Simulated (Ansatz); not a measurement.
**Equilibrium of CF4 + C2H2S ⇌ CHF3S + C2HF at process temperatures**

Species: CF4 (tetrafluoromethane) `FC(F)(F)F`, singlet; C2H2S (ethynethiol) `C#CS`, singlet; CHF3S (trifluoromethanethiol) `FC(F)(F)S`, singlet; C2HF (fluoroacetylene) `C#CF`, singlet. The partners trade F for SH; both sit on C, so the bond types are kept.

The electronic reaction energy at CCSD(T)/CBS estimate is +129.4 kJ/mol. Shapes: PBE0-D4/def2-TZVP. Programs: Ansatz 0.2.0. Enthalpy and entropy come from rigid-rotor, harmonic-oscillator sums on unscaled PBE0-D4/def2-TZVP wavenumbers, ideal gases at 1 bar. Symmetry numbers: CF4 12, C2H2S 1, CHF3S 1, C2HF 1. R = 8.3145 J/(mol K).

| T (K) | ΔH (kJ/mol) | ΔS (J/(mol K)) |
| --- | --- | --- |
| 300 | +129.3 | +10.3 |
| 500 | ? | ? |
| 700 | +131.9 | +16.0 |

Problem. Work out ln K at 300 and 700 K, and from these estimate it at 500 K.

Solution. 
1. 300 K: ΔG = +129.3 − 300 × (+10.3)/1000 = +126.2 kJ/mol; ln K = −ΔG/RT = -50.59.
2. 700 K: ΔG = +131.9 − 700 × (+16.0)/1000 = +120.7 kJ/mol; ln K = −ΔG/RT = -20.74.
3. Slope against 1000/T: (-20.74 − (-50.59))/(1.4286 − 3.3333) = -15.67, that is −ΔH/R with ΔH near +130 kJ/mol.
4. 500 K: ln K = -50.59 + (-15.67) × (2.0000 − 3.3333) = -29.70.

The full sums give ΔH = +130.7 kJ/mol, ΔS = +13.9 J/(mol K), ΔG = +123.7 kJ/mol and ln K = -29.76 at 500 K, so the line is off by +0.06 in ln K; without rounding the miss is +0.07, from the change of ΔH with temperature. The reactants are favoured over this whole range. An error of 10 kJ/mol in the energy moves ln K by 2.4 at 500 K. Soft modes are treated as harmonic, which can err either way at these temperatures; the lowest are those of CHF3S (195 cm⁻¹). The CBS estimate extrapolates MP2 from def2-TZVPP and def2-QZVPP and adds CCSD(T) − MP2 in the triple-zeta set, cores frozen.

The exchange is uphill because of enthalpy, and the small entropy gain does little to offset it. Although the bond types are kept, their surroundings are not. CF4 gains from mutual stabilisation of its geminal C–F bonds, through fluorine lone-pair donation into neighbouring C–F σ* orbitals, and part of this is lost when SH replaces one F. On the other side, fluorine is poorly placed on an electronegative sp carbon, where its lone pairs also repel the filled π system. These two effects probably account for most of the cost, though the reaction energy alone cannot apportion it.

With equal numbers of gas molecules on both sides, no large translational entropy term arises, and the loss of CF4's high rotational symmetry favours the products. Heating therefore makes ln K less negative, as expected for an endothermic reaction, without bringing the exchange near balance. The result applies only to the named isomers: ethynethiol can tautomerise to thioketene, and trifluoromethanethiol can lose HF, so a real mixture need not follow this equilibrium.
